## Question

Phosphaethyne, HC≡P, is a linear closed-shell molecule. A magnetic field induces a small moment in it that opposes the field. The table lists the magnetisability, which measures this response averaged over all orientations, and its anisotropy, the size of the difference between the responses along and across the axis. The susceptibility is the magnetisability in molar units.

PySCF 2.14.0, density-fitted, non-relativistic Kohn-Sham DFT with GIAOs for gas-phase HC≡P at the PBE0-D3(BJ)/def2-SVP geometry. Magnetisability and molar susceptibility are isotropic means; the anisotropy is the square root of half the summed squared differences of the principal values of the magnetisability.

| level | magnetisability (1e-30 J/T^2) | magnetisability anisotropy (1e-30 J/T^2) | susceptibility (1e-6 cm^3/mol) |
| --- | --- | --- | --- |
| B3LYP/6-311G(d,p) | ? | ? | ? |
| B3LYP/6-311+G(2d,p) | -493.1 | 145.00 | -29.700 |
| B3LYP/pcSseg-1 | -489.4 | 139.30 | -29.470 |
| B3LYP/aug-cc-pVTZ | -489.3 | 146.90 | -29.470 |
| B3LYP/pcSseg-2 | -488.9 | 143.40 | -29.440 |
| B3LYP/ANO-RCC-VDZP | -487.7 | 140.80 | -29.370 |
| LC-wPBE/aug-pcSseg-2 | -478.1 | 153.20 | -28.790 |
| B3LYP/def2-SVPD | -477.1 | 146.00 | -28.730 |
| B3LYP/cc-pVDZ | -476.2 | 139.70 | -28.680 |
| B3LYP/STO-3G | -389.2 | 120.90 | -23.440 |

(a) Explain what each of the two responses measures, starting from a field exactly along the axis and one exactly across it.

(b) Forecast the anisotropy and the magnetisability for B3LYP/6-311G(d,p), with error bars. This basis has one set of polarising d functions on carbon and phosphorus and no diffuse functions. Its relative 6-311+G(2d,p) has diffuse functions and a second d set.

Magnetisabilities and anisotropies below are in $10^{-30}$ J/T². "Stronger" means more negative.

## Model answer

**(a) Two limiting directions.** Let the field point along the axis. The molecule looks the same after any rotation about that axis, so nothing hinders the electrons from circulating around it. The response is then purely diamagnetic, and it depends only on how far the electrons lie from the axis:

$$\xi_\parallel=-\frac{e^2}{4m_e}\Big\langle\sum_i\rho_i^2\Big\rangle .$$

Here $\xi_\parallel$ is the parallel component, $\rho_i$ the distance of electron $i$ from the axis, and $e$ and $m_e$ the electron's charge and mass. A basis that makes the electron cloud too narrow must give too weak a parallel component.

Now turn the field across the axis. The nuclei no longer lie on the axis of circulation, and the electrons can't flow around the field freely. The field mixes excited states into the ground state, which adds a paramagnetic term that opposes the diamagnetic one. The perpendicular component $\xi_\perp$ therefore depends on the extent of the cloud, along the axis as well as across it, and also on how well the basis describes its distortion.

The table gives the mean $\xi$ and the unsigned anisotropy $\Delta$. If the parallel component is the stronger one, the two components follow as

$$\xi_\parallel=\xi-\tfrac{2}{3}\Delta,\qquad \xi_\perp=\xi+\tfrac{1}{3}\Delta .$$

This choice of sign can be checked roughly against the width of the cloud. With it, the pcSseg-2 row corresponds to a summed squared distance from the axis of about 30 bohr²; the opposite sign would give about 20. Rough, recalled sizes of the free atoms add up to about 31. Bonding changes the cloud somewhat, but hardly by a third, so the first choice is the plausible one. The full response tensor of the pcSseg-2 run confirms it, with −584.5 along the axis and −441.1 in both directions across it.

The minimal basis STO-3G shows the limit of a basis that is too small. Its parallel component is about 20% weaker than that of pcSseg-2. Since this component contains no paramagnetic term, the cause is plain: the electron cloud is too narrow. The perpendicular component falls short by a similar fraction.

**(b) From the components to a forecast.** Diffuse functions let the outer part of the cloud spread, which should strengthen the parallel component. Two pairs of bases allow a look at this, though the partners differ in other respects too. From cc-pVDZ to def2-SVPD the parallel component strengthens by 5.1, and from pcSseg-2 to aug-cc-pVTZ by 2.7. The perpendicular component weakens by only about 1 in each pair. It is what remains of two large opposing terms, so the width of the cloud alone doesn't fix its change. Taken about the centre of mass, both terms grow in the first pair, but both shrink slightly in the second.

The anisotropy should therefore be larger with diffuse functions than without them. The polarised B3LYP rows divide in just this way. A model with one level for each group was fitted to six of them; ANO-RCC-VDZP was left out because its basis was contracted for relativistic calculations. The level without diffuse functions is 140.8, and the rows with them lie about 5 higher. Not all of that need come from the diffuse functions: pcSseg-2, which has none, lies 2.6 above its level, the worst miss in the fit, and 4.1 above the smaller pcSseg-1.

Diffuse functions don't settle the overall strength, however. The small basis def2-SVPD has them, yet it gives a weaker magnetisability than pcSseg-1, which does without. The safest guide to the perpendicular component is thus the closest relative, 6-311+G(2d,p), whose anisotropy was also part of the fit. The model keeps its perpendicular component and neglects the small shift seen in the pairs:

$$\xi_\perp=-493.1+\frac{145.0}{3}=-444.8 .$$

Combined with the anisotropy expected without diffuse functions, this gives

$$\xi=-444.8-\frac{140.8}{3}=-491.7 .$$

The forecasts are an anisotropy of **141 ± 4**, below that of 6-311+G(2d,p), and a magnetisability of **−492 ± 8**, slightly weaker than that of 6-311+G(2d,p). The error bars are judgements based on the scatter among the bases. The second is wide because bases of similar size can differ by more than 10 in magnetisability.

## The computed values

The withheld rows as computed:

| level | magnetisability (1e-30 J/T^2) | magnetisability anisotropy (1e-30 J/T^2) | susceptibility (1e-6 cm^3/mol) |
| --- | --- | --- | --- |
| B3LYP/6-311G(d,p) | -493.1 | 141.10 | -29.690 |

Both values lie well inside their error bars. The anisotropy is 141.1, so it does fall below that of the larger relative. The magnetisability is −493.1, which is 1.4 stronger than forecast. The forecast that it is slightly weaker than that of 6-311+G(2d,p) holds only by a hair. Both magnetisabilities round to −493.1, and only the susceptibilities, −29.69 and −29.70, tell them apart. The difference is far smaller than the 1.4 that the model expected.

The components show how this near-equality arises. Going from the larger basis to the smaller one weakens the parallel component by 2.6, as expected of a narrower cloud. At the same time the perpendicular component, which the model had held fixed, strengthens by 1.3. The average contains one parallel and two perpendicular directions, so the changes cancel almost completely:

$$\frac{2.6-2\times1.3}{3}\approx0 .$$

## Remarks on the reasoning

The miss comes almost entirely from the shift that the model neglected. In both pairs of bases, the partner without diffuse functions had the stronger perpendicular component, by about 1. The withheld row shows a shift of the same direction and similar size. A better answer would have carried this shift along, since a small change that counts twice can offset a larger one that counts once. Whether the diffuse functions or the second d set cause it here is untested, because the two bases differ in both.

The success in magnetisability is a mild test. The plain mean of the other polarised B3LYP rows in the fit, −485.7, would have missed by 7.4 and still fallen within a bar of 8. The rows also stand in order of magnetisability, so the place of the withheld row held a clue to its value. The forecast made no use of it.

The two-level rule for the anisotropy has a limited range. It overestimates STO-3G by about 20. In that minimal basis both components are too weak, and the parallel one loses more in absolute size than the perpendicular one, though not as a fraction. It underestimates the LC-wPBE row by about 7. There the functional and the basis change together, so the difference can't be assigned to either.

Judging a basis by the mean alone can mislead. B3LYP with pcSseg-1 and with aug-cc-pVTZ gives magnetisabilities only 0.1 apart, while the anisotropies are 139.3 and 146.9. The mean hides opposite changes in the two directions. Anyone who needs the response of oriented molecules should therefore compare the components, or at least the anisotropy, between bases.

For the molar susceptibility alone, the choice among the polarised bases matters little: the B3LYP values spread over less than 4%. That spread measures sensitivity to the basis, not the distance from experiment. The calculations describe a rigid molecule in the gas phase, and a comparison with a measured value would also have to allow for its vibrations and for the error of the functional. The analysis printed below gives the components for each row and the details of the fit.

Printed output of the fit:

```
fit of ani on 6 rows (use == 1): constant 140.8 +/- 1, coefficient of diffuse 5.167 +/- 1.4; rms 1.42, worst B3LYP/pcSseg-2 -2.6, leave-one-out rms 2.12
  rows outside the fit (model, value, miss): B3LYP/6-311G(d,p) 140.8, 141.1, -0.3; B3LYP/ANO-RCC-VDZP 140.8, 140.8, 2.84e-14; LC-wPBE/aug-pcSseg-2 146, 153.2, -7.23; B3LYP/STO-3G 140.8, 120.9, 19.9
Forecast anisotropy of 6-311G(d,p), error bar 4 (1e-30 J/T^2): 140.8
Forecast magnetisability of 6-311G(d,p), error bar 8 (1e-30 J/T^2): -491.7
Rival forecast, mean of polarised B3LYP bases (1e-30 J/T^2): -485.7
Miss of the forecast magnetisability, forecast less computed (1e-30 J/T^2): 1.4
Miss of the rival, forecast less computed (1e-30 J/T^2): 7.433
Components in 1e-30 J/T^2:
                   row  magnetisability  parallel  perpendicular
     B3LYP/6-311G(d,p)           -493.1    -587.2         -446.1
   B3LYP/6-311+G(2d,p)           -493.1    -589.8         -444.8
        B3LYP/pcSseg-1           -489.4    -582.3           -443
     B3LYP/aug-cc-pVTZ           -489.3    -587.2         -440.3
        B3LYP/pcSseg-2           -488.9    -584.5         -441.1
    B3LYP/ANO-RCC-VDZP           -487.7    -581.6         -440.8
  LC-wPBE/aug-pcSseg-2           -478.1    -580.2           -427
       B3LYP/def2-SVPD           -477.1    -574.4         -428.4
         B3LYP/cc-pVDZ           -476.2    -569.3         -429.6
          B3LYP/STO-3G           -389.2    -469.8         -348.9
Parallel, 6-311G(d,p) less 6-311+G(2d,p) (1e-30 J/T^2): 2.6
Perpendicular, 6-311G(d,p) less 6-311+G(2d,p) (1e-30 J/T^2): -1.3
Parallel, def2-SVPD less cc-pVDZ (1e-30 J/T^2): -5.1
Perpendicular, def2-SVPD less cc-pVDZ (1e-30 J/T^2): 1.2
Parallel, aug-cc-pVTZ less pcSseg-2 (1e-30 J/T^2): -2.733
Perpendicular, aug-cc-pVTZ less pcSseg-2 (1e-30 J/T^2): 0.7667
STO-3G shortfall against pcSseg-2, parallel (%): 19.62
STO-3G shortfall against pcSseg-2, perpendicular (%): 20.9
Summed squared distance from axis, pcSseg-2, chosen sign (bohr^2): 29.59
The same with the opposite sign (bohr^2): 19.91
Rough free-atom value of that sum (bohr^2): 31.33
```
